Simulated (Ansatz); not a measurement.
**Z2 indices of BiPbBrO2 — Ansatz, plane waves and PAW**

Space group I4mm (No. 107), 5 atoms in the cell of the first input below: a = 7.262 Å, b = 7.262 Å, c = 7.262 Å, α = 148.19°, β = 148.19°, γ = 45.61°.

The structure comes from the Materials Project database of computed cells (whether it is a measured phase wasn't checked), with its volume kept and shape and atoms relaxed; such computed volumes mostly lie a few per cent over measured ones, and more in layered crystals (pressure -2.0 GPa with this functional, without spin–orbit coupling). Functional: PBEsol.

Input:

```yaml
crystal:
  lattice:
    - [-1.9902643548, 1.9902643548, 6.6942959135]
    - [1.9902643548, -1.9902643548, 6.6942959135]
    - [1.9902643548, 1.9902643548, -6.6942959135]
  atoms:
    - { symbol: Bi, position: [0.3409466466, 0.3409466466, 0.0] }
    - { symbol: Br, position: [0.9853902792, 0.9853902792, 0.0] }
    - { symbol: O, position: [0.7576363692, 0.2576363692, 0.5] }
    - { symbol: O, position: [0.2576363692, 0.7576363692, 0.5] }
    - { symbol: Pb, position: [0.6583893358, 0.6583893358, 0.0] }
basis:
  ecutwfc: 420
  ecutrho_ratio: 4
kpoints:
  mp_grid: { grid: [6, 6, 6] }
hamiltonian:
  xc: pbesol
scf:
  occupations: { method: gaussian, width: 0.05 }
output:
  forces: true
  stress: true
  eigenvalues: true
  populations: true
  topological_invariants: true
magnetization:
  noncollinear: true
  spin_orbit: true
```

```bash
ansatz run input.yaml --threads 8 --pin off --max-ram 15360MiB --backend cpu --events-out ev --progress --plain --runs-dir out
```

Time: 3.8 min on 8 threads of Arm Neoverse V1, with other jobs on the host, peak memory 1.5 GiB.

Without spin–orbit coupling the gap on a 10×10×10 mesh is 1.77 eV. With it, in a separate run (self-consistent on 10×10×10, bands on 12×12×12), a gap of 1.51 eV parts the filled from the empty bands (a gap on a mesh is an upper bound, as the edges may lie between its points, so gaps on unlike meshes don't measure the coupling's effect alone). The indices are those of the lowest 48 bands, and their direct separation from the next band is open. They come from Wilson loops on the time-reversal planes.

Q: The cell is scaled in volume by 0.96 and 1.05 with the atoms carried along. Do the indices change?

A: No.

| volume ratio | pressure with spin–orbit coupling (GPa) | smallest direct separation sampled (eV) | at k | separation | Z2 |
| --- | --- | --- | --- | --- | --- |
| 0.96 | 1.4 | 1.851 | 0.00 0.00 0.00 | open | (0;000) |
| 1.00 | -1.9 | 1.800 | 0.00 0.00 0.00 | open | (0;000) |
| 1.05 | -5.1 | 1.736 | 0.00 0.00 0.00 | open | (0;000) |

Caveats: Kohn–Sham gaps are too small; Z2 indices don't see topology that rests on crystal symmetry, and an even number of inversions cancels; atoms feel forces of up to 0.15 eV/Å at volume ratio 1.00; atoms feel forces of up to 0.49 eV/Å at volume ratio 1.05; atoms feel forces of up to 0.73 eV/Å at volume ratio 0.96.

BiPbBrO2 comes out as an ordinary insulator, with neither strong nor weak Z2 order at any of the three volumes. The pressure changes sign between volume ratios 0.96 and 1.00, so the result holds on both sides of the functional's preferred volume for this cell shape. Heavy Bi and Pb alone don't make a topological insulator: spin–orbit coupling must also reorder the bands across the gap. Here the filled states are probably mainly O and Br p, and the empty ones Bi and Pb 6p, an ionic separation too large for the coupling to invert.

The smallest sampled direct separation stays at Γ and falls from 1.851 to 1.736 eV on expansion. This suggests that weaker cation–anion overlap lowers the antibonding 6p states relative to the anion p states, though the change is far too small to approach inversion. The overall gap of 1.51 eV lies well below the direct separation at the same volume, which points to an indirect gap. The polar structure also allows spin splitting away from time-reversal-invariant momenta, but the indices don't give its size.
